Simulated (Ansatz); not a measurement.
# C: pressure as volume scale varies

Results calculated with Ansatz 0.2.0, not measured. Free energy against uniform scaling of the volume at fixed shape and fractions; periodic cell, basis, potentials, k mesh and filling as listed.

The cell before it is scaled or strained (space group R-3m, No. 166):
```
cell vectors (Å)
   1.2280     0.7090     3.3470
  -1.2280     0.7090     3.3470
   0.0000    -1.4180     3.3470
atoms (fractions of the cell vectors)
C   0.83600  0.83600  0.83600
C   0.16400  0.16400  0.16400
```

Settings of every row: functional LDA; dispersion none; potentials PAW; wave cutoff 500 eV; density cutoff 2000 eV; k mesh 14x14x14; k shift 0x0x0; occupations cold; smearing width 0.1 eV; spin none.

Limits: a layered crystal: even scaling strains the bonds within the layers, so this curve is stiffer than the crystal under pressure.

```
row  volume scale  V (Å³/atom)  pressure (GPa)  energy above lowest point (meV/atom)
  1           0.9        7.868           31.17                                  67.1
  2         0.925        8.087           20.76                                  31.8
  3          0.95        8.305            11.5                                    10
  4         0.975        8.524               ?                                     ?
  5             1        8.742           -4.09                                   0.7
  6         1.025        8.961          -10.64                                  10.8
  7          1.05        9.179          -16.47                                  29.4
  8         1.075        9.398          -21.68                                  55.5
  9           1.1        9.616          -26.31                                  88.3
```

Question: what pressure should row 4 give?

Worked fit of pressure. Take u = (V_r/V)^(2/3) − 1 with V_r = 8.8515 Å³ an atom, which is twice the finite (Eulerian) strain; such expansions in the strain, on which the Birch-Murnaghan equation of state is built, carry the rest volume and the bulk modulus. The shown rows have u = 0.08169, 0.06207, 0.0434, 0.00833, -0.00816, -0.02393, -0.03915, -0.05373. Least squares give pressure = −7.459 + 397.66 × u + 891.8 × u² + 364 × u³ GPa; a parabola predicts inner rows, each left out in turn, worse (root mean square 0.03 against 0.013 GPa). The rows lie off it by -0.01, 0.01, -0.01, -0.01, 0.00, 0.00, 0.00, 0.00. The pressure vanishes at u = 0.0180, or V = 8.617 Å³ an atom, and there the bulk modulus at fixed shape and fractions is B = −V dP/dV = (2/3)(1 + u) dP/du = 292 GPa. Letting shape and atoms relax would as a rule lower it, by much in layered, chain or molecular crystals. The withheld row has u = 0.02545, so the fit gives −7.459 + 397.66 × (0.02545) + 891.8 × (0.02545)² + 364 × (0.02545)³ = 3.25 GPa.

The calculation gave 3.26 GPa. The fit lies 0.01 GPa (0.017 % of the column's range) below it, one unit of the last digit.

The other values of row 4: energy above lowest point 0 meV/atom.
